In the Laves crystal TiCr₂ each titanium atom is surrounded by sixteen neighbours, twelve of them chromium. Does it hand electrons to them, and if so how many? The table answers with Bader charges, which cut the electron density into one region, or basin, for each atom and count the electrons inside. Site A holds two atoms for every one on site B, and a positive charge means that the atom has lost electrons. The pairs of elements come from different groups of the periodic table, and their valence electrons range from 16 to 24 a formula unit.

Laves crystals of the C15 type (space group Fd-3m), with 16 A and 8 B atoms in the cubic cell, each relaxed with its symmetry kept. Calculated with Ansatz 0.2.0: r2SCAN, scalar-relativistic, plane-wave PAW, cutoff 500 eV, Gaussian smearing of 0.1 eV. A positive Bader charge means lost electrons; d electrons are Loewdin populations.

| formula | element on site A | Z A | element on site B | Z B | difference of Pauling electronegativities | valence electrons | volume per atom (Å³) | shortest distance (Å) | spin | k mesh | Bader charge, site A (e) | Bader charge, site B (e) | Bader volume, site A (Å³) | Bader volume, site B (Å³) | d electrons, site A (e) |
| --- | --- | --- | --- | --- | --- | --- | --- | --- | --- | --- | --- | --- | --- | --- | --- |
| Ti2Co | Ti | 22 | Co | 27 | 0.34 | 17 | 15.10 | 2.520 | collinear | 10×10×10 | 0.47 | -0.94 | 12.95 | 19.38 | 3.17 |
| TiCr2 | Cr | 24 | Ti | 22 | 0.12 | 16 | 13.23 | 2.412 | none | 10×10×10 | -0.64 | 1.28 | 14.64 | 10.41 | 5.28 |
| NbCr2 | Cr | 24 | Nb | 41 | 0.06 | 17 | 13.77 | 2.444 | none | 10×10×10 | -0.40 | 0.79 | 13.26 | 14.80 | 5.20 |
| YMn2 | Mn | 25 | Y | 39 | 0.33 | 17 | 20.73 | 2.802 | collinear | 8×8×8 | -0.68 | 1.35 | 22.11 | 17.98 | 5.62 |
| HfNi2 | Ni | 28 | Hf | 72 | 0.61 | 24 | 13.48 | 2.427 | none | 10×10×10 | -0.73 | 1.45 | 13.40 | 13.64 | 8.83 |
| YRh2 | Rh | 45 | Y | 39 | 1.06 | 21 | 17.57 | 2.651 | none | 8×8×8 | -0.83 | 1.66 | 19.06 | 14.57 | 8.32 |
| ZrIr2 | Ir | 77 | Zr | 40 | 0.87 | 22 | 16.78 | 2.611 | none | 8×8×8 | -0.87 | 1.73 | 18.45 | 13.45 | 7.92 |

*Which atom loses electrons, and does its site decide?* The less electronegative element loses them in every row. In six compounds this element sits on site B. In Ti₂Co the two kinds of metal have changed places, and the signs change with them: titanium, now on site A, is still the positive one. That is a single, magnetic row in an arrangement the real compound does not adopt, but here at least the element decides and not the site. The charge on each A atom is half that on B with the opposite sign, because the crystal is neutral and has two A atoms for each B.

*Does a larger difference in electronegativity mean a larger charge?* For the order, nearly so: among the six compounds with the electropositive element on site B, only YRh₂ and ZrIr₂ are out of sequence. For the size, no. From NbCr₂ to TiCr₂ the electronegativity difference grows by only 0.06, yet the charge on B grows by 0.49 e. From TiCr₂ to YRh₂ the difference grows by 0.94, and the charge by a further 0.38 e. Something besides the electronegativity difference must help to set the size.

*Why is titanium so positive beside chromium, when the two are almost equally electronegative?* A likely answer lies in how the border between two atoms is drawn. Going from one atom to its neighbour, the density falls, passes through a minimum and rises again, and Bader's border runs through that minimum. In a simple picture the densities of the two atoms add up, and the minimum lies where the fall of one is balanced by the rise of the other. Titanium has few valence electrons, loosely held, so its density fades gently. Chromium has nearly twice as many d electrons, and together they should make its density climb more steeply towards its nucleus. That pushes the minimum towards titanium, and electrons in titanium's outer region are counted with chromium.

By this argument even neutral atoms, simply placed side by side, would receive charges, although no electron had moved. That test was not run here, so the argument remains unproved. It would also explain why electronegativity gets the order nearly right: in each of these pairs the atom with more valence electrons is also the more electronegative one, and it is likely to have the steeper density as well. The two properties do not grow in step, however, so the charge is not proportional to the electronegativity difference.

*What changes if niobium takes the place of titanium?* The border moves outwards from the B atom. Niobium keeps a basin of 14.80 Å³ where titanium has 10.41 Å³, and its charge is only 0.79 e against 1.28 e. Each chromium atom correspondingly has a smaller basin and fewer electrons in NbCr₂. This fits the picture of a shifting border, but volume and charge come from the same border, so their agreement does not establish what moves it. Two plausible reasons are that niobium has one valence electron more than titanium, and that its 4d shell reaches further out than titanium's 3d shell. Both would strengthen niobium's side of the balance.

*Can the charge of a neighbouring compound be guessed?* A rough guess takes a straight line in the electronegativity difference, fitted to the five compounds calculated without spin polarisation. Take YMn₂, which was not among them and has a difference of 0.33. The line gives $0.975 + 0.747 \times 0.33 \approx 1.22$ e for yttrium, and the calculation gives 1.35 e, so the guess is about a tenth too low.

That success should not be overrated. When each of the five compounds is predicted from the other four, the typical error is 0.29 e, against 0.42 e for simply guessing their average. The line also gives cobalt in Ti₂Co the wrong sign, because it has only seen crystals whose B atom is the donor. One must therefore first decide which element is electropositive, and only then estimate a size. The printed output after this text shows the fit and its misses.

*Would the charges change if spin were treated differently?* They could, and YMn₂ shows one way. Its manganese atoms carry parallel moments of about 3.7 Bohr magnetons each, and such moments usually swell a lattice. Its volume per atom is indeed larger than that of YRh₂, although rhodium is not a smaller atom than manganese. A change in spacing can also shift the border between the atoms, and the charges with it. The magnetic state found here may not be the lowest one, and r2SCAN tends to exaggerate moments of this kind, so the volume and charges of YMn₂ belong to this particular state. The state of Ti₂Co, the other magnetic row, may not be the lowest either. For the remaining five compounds the calculation imposed zero moment, and in TiCr₂, NbCr₂ and HfNi₂ a magnetic state may lie lower. How far the charge itself would shift is untested; the clean test is to run one crystal both with and without spin.

*Is yttrium in YRh₂ then an ion with a charge of 1.66?* It would be a mistake to read it so. A formal ion Y³⁺ has lost all three valence electrons, and the Bader charge amounts to little more than half of that. A different way of counting, the Loewdin analysis, assigns electrons to atomic orbitals instead of to regions of space. It leaves yttrium with a charge of only 0.14 to 0.35 e, depending on which element is credited with the few electrons that the orbitals do not capture.

The same count gives titanium in TiCr₂ 0.15 to 0.47 e. These two ranges largely overlap, so the clear rise of the Bader charge from TiCr₂ to YRh₂ has no visible counterpart in the orbital count. Neither method measures a true charge, since there is no single right way to share a crystal's electrons among its atoms. What they share is the direction: both make titanium and yttrium positive.

*Which digits can be trusted?* That depends on the question. The four titanium atoms in the Ti₂Co cell, equivalent by symmetry, agree to about 0.0001 e. This shows that the basins were integrated consistently, but a finer grid could still shift all four together. When Bader charges are compared with one another, a gap such as the 0.49 e between NbCr₂ and TiCr₂ is worth explaining, whereas the 0.07 e between YRh₂ and ZrIr₂ is too slight to carry a chemical argument. When a charge is meant to say how many electrons an atom has really given away, even its first digit depends on the way of counting.

The analysis program printed:

```
Row by row:
    row  electronegativity A minus B  donor charge in % of its valence electrons  basin B over basin A  d electrons A less (group - 1)  A-A distance from volume (Å)
  Ti2Co                        -0.34                                       11.75                 1.497                            0.17                         2.521
  TiCr2                         0.12                                          32                0.7111                            0.28                         2.412
  NbCr2                         0.06                                        15.8                 1.116                             0.2                         2.444
   YMn2                         0.33                                          45                0.8132                           -0.38                         2.802
  HfNi2                         0.61                                       36.25                 1.018                           -0.17                         2.427
   YRh2                         1.06                                       55.33                0.7644                            0.32                         2.651
  ZrIr2                         0.87                                       43.25                 0.729                           -0.08                         2.611
fit of bader_charge_B on 5 rows (nospin): constant 0.9754 +/- 0.15, coefficient of signed 0.7474 +/- 0.23; rms 0.156, worst NbCr2 0.23, leave-one-out rms 0.293
  rows outside the fit (model, value, miss): Ti2Co 0.7213, -0.94, 1.66; YMn2 1.222, 1.35, -0.128
fit of bader_charge_B on 5 rows (nospin): coefficient of signed 1.916 +/- 0.44; rms 0.596, worst TiCr2 -1.05, leave-one-out rms 0.669
  rows outside the fit (model, value, miss): Ti2Co -0.6514, -0.94, 0.289; YMn2 0.6322, 1.35, -0.718
Leave-one-out rms of a plain mean for the same five rows (e): 0.4198
Rank correlation of B charge with electronegativity difference, six rows without Ti2Co: 0.9429
Step in electronegativity difference, NbCr2 to TiCr2: 0.06
Step in B charge, NbCr2 to TiCr2 (e): 0.49
Step in electronegativity difference, TiCr2 to YRh2: 0.94
Step in B charge, TiCr2 to YRh2 (e): 0.38
Cr basin larger in TiCr2 than in NbCr2 by (Å³): 1.38
Cr holds more electrons in TiCr2 than in NbCr2 by (e): 0.24
Extra electrons per extra volume of Cr (e/Å³): 0.1739
Ti basin smaller than Nb basin by (Å³): 4.39
Loewdin charge of Ti in TiCr2, missing electrons counted as lost by Ti (e): 0.467
Loewdin charge of Ti in TiCr2, missing electrons given back to Ti (e): 0.1476
Loewdin charge of Y in YRh2, missing electrons counted as lost by Y (e): 0.3514
Loewdin charge of Y in YRh2, missing electrons given back to Y (e): 0.1378
Rms miss of the rule that A holds one d electron fewer than its group number (e): 0.2477
```
